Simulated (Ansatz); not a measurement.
# MnHg: the change of pressure with volume scale

Periodic Kohn-Sham DFT of a crystal at fixed atoms, scaled to volume_scale times the given cell; pressure positive in compression, energy less spherical unpolarised free atoms, largest_vzz the field gradient of largest size among the nuclei. The results are calculated, by Ansatz 0.2.0.

The cell before it is scaled or strained (space group Pm-3m, No. 221):
```
CELL_PARAMETERS angstrom
3.31500 0.00000 0.00000
0.00000 3.31500 0.00000
0.00000 0.00000 3.31500
ATOMIC_POSITIONS crystal
Mn 0.50000 0.50000 0.50000
Hg 0.00000 0.00000 0.00000
```

Settings of every row: method frozen-core PAW; functional PBE; relativity scalar; k mesh 11x11x11; filling fermi-dirac; smearing width 0.08 eV; wave cutoff 420 eV; paw set soft_2.

Atom:
```
element  start moment (bohr magneton)
     Mn                             4
     Hg                             0
```

Limits: no spin-orbit coupling on heavy atoms; with one magnetic atom in the cell only parallel moments are possible.

```
row  volume scale  V (Å³/atom)  pressure (GPa)  cell moment (bohr magneton)
  1          0.96       17.486            3.67                        3.785
  2          0.98        17.85            1.99                        3.851
  3             1       18.215           0.515                        3.915
  4          1.02       18.579               ?                            ?
  5          1.04       18.943          -2.182                        4.001
```

Question: what pressure should row 4 give?

Worked fit of pressure. Take u = (V_r/V)^(2/3) − 1 with V_r = 18.032 Å³ an atom, which is twice the finite (Eulerian) strain; such expansions in the strain, on which the Birch-Murnaghan equation of state is built, carry the rest volume and the bulk modulus. The shown rows have u = 0.02071, 0.00679, -0.00671, -0.03232. Least squares give pressure = 1.2413 + 112.529 × u + 207.78 × u² GPa; a straight line predicts inner rows, each left out in turn, worse (root mean square 0.094 against 0.051 GPa). The rows lie off it by 0.009, -0.025, 0.019, -0.003 (root mean square 0.016 GPa). The pressure vanishes at u = -0.0113, or V = 18.34 Å³ an atom, and there the bulk modulus at fixed shape and fractions is B = −V dP/dV = (2/3)(1 + u) dP/du = 71.1 GPa. The withheld row has u = -0.01973, so the fit gives 1.2413 + 112.529 × (-0.01973) + 207.78 × (-0.01973)² = -0.898 GPa.

The calculation gave -0.876 GPa. The fit lies 0.022 GPa (2.5 % of the value, 0.38 % of the column's range) below it; its largest miss of a shown row is 0.025 GPa.

The other values of row 4: cell moment 3.965 bohr magneton.
